### Where do three hydrogens sit best?

Six arrangements of the same atoms differ in how aluminium, germanium and nitrogen are joined and in where the three hydrogens sit. All are doublets, so each has one unpaired electron. The energies are electronic energies at tight-binding geometries, without zero-point motion.

Isomers of AlGeH3N as neutral, isolated molecules, computed with Ansatz 0.2.0 and xtb 6.7.1. The functional energies are unrestricted r2SCAN-D4/def2-SVP single points at GFN2-xTB geometries, without a search for lower self-consistent solutions. Neither energy column includes zero-point energy.

| structure | energy above the lowest, functional (kcal/mol) | energy above the lowest of its own list, GFN2-xTB (kcal/mol) | heavy atoms with their hydrogens, and links | spin multiplicity |
| --- | --- | --- | --- | --- |
| 1 | 0.00 | 0.000 | AlH2(1) Ge(2) NH(3); links 1-2, 1-3, 2-3 | 2 |
| 2 | 1.48 | 22.390 | Al(1) GeH(2) NH2(3); links 1-2, 1-3 | 2 |
| 6 | 18.51 | 22.880 | AlH(1) GeH(2) NH(3); links 1-3, 2-3 | 2 |
| 4 | 21.08 | 24.870 | AlH(1) GeH(2) NH(3); links 1-2, 1-3, 2-3 | 2 |
| 5 | 27.17 | 14.760 | AlH2(1) GeH(2) N(3); links 1-3, 2-3 | 2 |
| 3 | 50.24 | 10.560 | AlH3(1) Ge(2) N(3); links 1-3, 2-3 | 2 |

**1. What do the low structures share?**

At the functional level, every structure with hydrogen on nitrogen lies below both structures with bare nitrogen. Standard bond chemistry offers a reason. Nitrogen's compact valence orbitals overlap well with the hydrogen 1s orbital, and the N–H bond is stronger than a typical Al–H or Ge–H bond. Taking hydrogen from nitrogen and placing it on aluminium or germanium therefore tends to cost energy.

The number of N–H bonds doesn't settle the whole order. Structure 2 has two of them and structure 1 only one, yet they are almost level. Structures 4 and 6 also have one, but lie about 20 kcal/mol higher. The bonding of the heavier atoms must matter too.

**2. Does hydrogen prefer aluminium or germanium?**

Consider first the limit in which each bond to hydrogen has a fixed energy and the rest of the molecule takes no notice. Moving a hydrogen from germanium to aluminium would then change the energy by the same amount everywhere. Two pairs of structures test this, each starting from an open chain with nitrogen between aluminium and germanium. The Al–Ge link drawn for structure 1 is only partial and lengthens on relaxation, as question 5 explains, so it isn't counted as a full bond here.

From structure 6 to structure 1 the move lowers the functional energy by 18.5 kcal/mol. From structure 5 to structure 3 it raises it by 23.1 kcal/mol. The two changes differ by $23.07-(-18.51)=41.58$ kcal/mol, where the fixed-bond picture gives zero. The preference even changes sign, so there is no single answer for "hydrogen on aluminium".

**3. Why does the sign change?**

Aluminium has three valence electrons, enough for three ordinary covalent bonds. In structure 6 it has only two neighbours, and the incoming hydrogen completes the set. Germanium can better afford the loss. In a simple electron count it keeps its tightly held 4s pair as a lone pair throughout, and takes over the odd electron that aluminium had.

In structure 5 aluminium already has three neighbours. One more hydrogen turns the AlH₂ group into AlH₃, which has used all its valence electrons and can hold nitrogen only by accepting an electron pair into its empty orbital. Such a donor bond is usually weaker than the covalent Al–N bond it replaces. In these two pairs, the hydrogen therefore helps an unsaturated aluminium atom and burdens a saturated one.

Counting neighbours alone isn't enough, as the step from ring 4 to structure 1 shows. Aluminium in the ring already has three neighbours, yet moving a hydrogen to it from germanium lowers the functional energy by 21.1 kcal/mol. A likely reason is that the ring's Al–Ge bond gives way as the new Al–H bond forms, so aluminium exchanges one bond for another.

The table shows the change of sign; the valence argument explains it but isn't isolated by the comparison, since nitrogen carries a hydrogen in the first pair and none in the second. The functional energies in the table were also computed without a search for lower electronic solutions. If structure 3 alone had one, it would have to lie more than 23 kcal/mol deeper to remove the uphill step.

**4. Which wins, a strong N–H bond or an unsaturated aluminium atom?**

Going from structure 6 to structure 5 sets the two preferences against each other: a hydrogen leaves nitrogen and gives aluminium its third neighbour. The functional energy still rises, by 8.7 kcal/mol. Nitrogen keeps its hydrogen, but by a modest margin.

Structure 2 fits this balance. Its aluminium has only two neighbours, which by itself would suggest a high energy, but its nitrogen holds two hydrogens. A second strong N–H bond can plausibly make up for the open valence.

**5. Does closing the ring help?**

Structures 4 and 6 carry the same groups, AlH, GeH and NH. In structure 4 aluminium and germanium are also linked, which closes a three-membered ring. The ring lies 2.6 kcal/mol above the open chain at the functional level and 2.0 kcal/mol above it in tight binding.

An extra Al–Ge bond should stabilise the molecule, but closing the ring forces narrow angles and draws on the germanium lone pair. The near balance suggests that gain and cost almost cancel. Structure 1 shows how soft such a contact can be: its Al–Ge distance grows from 2.60 to 2.83 Å when the geometry is relaxed with PBE0. In the relaxed geometry it is better pictured as an NH bridge between AlH₂ and germanium than as a firm ring.

**6. What changes if tight binding does the ranking?**

Tight binding also puts structure 1 lowest and keeps the order 1, 2, 6, 4 among the molecules with N–H bonds. It places the two bare-nitrogen structures directly above structure 1, however, and so reverses 7 of the 15 possible pairs. Every reversed pair contains structure 3 or structure 5. Relative to structure 1, tight binding puts structure 3 too low by 39.7 kcal/mol and structure 2 too high by 20.9 kcal/mol, measured against the functional.

The two hydrogen moves of question 2 show the same weakness. In tight binding both lower the energy, the second by much less than the first. The method thus registers that a saturated aluminium atom gains less, but still finds the third hydrogen on aluminium favourable. Its lack of spin polarisation may contribute in these radicals, though this was not tested.

This matters for any screen that discards candidates by their tight-binding energy. A cut at 20 kcal/mol would have kept structures 3 and 5 and thrown away structure 2, which the functional finds almost level with the lowest.

**7. Which digits can be trusted?**

The order of structures 1 and 2 is open. Their gap is 1.48 kcal/mol, while relaxing structure 1 alone with PBE0 lowers its energy by 2.8 kcal/mol. Structure 2 would relax as well, and only the difference between the two relaxations counts, but that difference, the small basis and zero-point motion can each matter on this scale. The same caution applies to ring 4 and chain 6. Each structure is also represented by a single conformer, and the lowest of this list isn't proven to be the lowest isomer of all.

The 17 kcal/mol between structures 2 and 6 is a safer distinction. The 6.1 kcal/mol between structures 4 and 5 is less secure, because a lower electronic solution for structure 5 could close it. The decimals help in checking the arithmetic; they don't measure the accuracy of the ranking.

**8. What if phosphorus replaced nitrogen, and what does this mean for devices?**

P–H bonds are weaker than N–H bonds, so this part of the preference for hydrogen on the non-metal would shrink. Aluminium's limit of three ordinary bonds would remain.

These molecules are not established precursors for device layers. The chemical question does arise when nitride films are grown from ammonia, where N–H bonds must give way to metal–nitrogen bonds. In a computer screen of such fragments, the energy of losing hydrogen from nitrogen deserves a check beyond tight binding. The differences used here are printed after the text; no model was fitted.

Output of the analysis:

```
Method shift beside the bonding:
  row  structure  H on N  neighbours of Al  functional less GFN2-xTB in kcal/mol
    1          1       1                 3                                     0
    2          2       2                 2                                -20.91
    6          6       1                 2                                 -4.37
    4          4       1                 3                                 -3.79
    5          5       0                 3                                 12.41
    3          3       0                 4                                 39.68
H from Ge to Al, structure 6 to 1, functional, kcal/mol: -18.51
H from Ge to Al, structure 6 to 1, GFN2-xTB, kcal/mol: -22.88
H from Ge to Al, structure 5 to 3, functional, kcal/mol: 23.07
H from Ge to Al, structure 5 to 3, GFN2-xTB, kcal/mol: -4.2
H from N to Al, structure 6 to 5, functional, kcal/mol: 8.66
H from N to Al, structure 6 to 5, GFN2-xTB, kcal/mol: -8.12
Difference between the two Ge to Al moves, functional, kcal/mol: 41.58
Difference between the two Ge to Al moves, GFN2-xTB, kcal/mol: 18.68
Ring 4 above chain 6, functional, kcal/mol: 2.57
Ring 4 above chain 6, GFN2-xTB, kcal/mol: 1.99
Structure 6 above structure 2, functional, kcal/mol: 17.03
Structure 6 above structure 2, GFN2-xTB, kcal/mol: 0.49
Structure 5 above structure 4, functional, kcal/mol: 6.09
Pairs out of 15 that the two methods order oppositely: 7
PBE0 relaxation energy of structure 1, kcal/mol: 2.781
Al-Ge distance in structure 1, GFN2-xTB geometry, angstrom: 2.599
Al-Ge distance in structure 1, PBE0 geometry, angstrom: 2.831
```
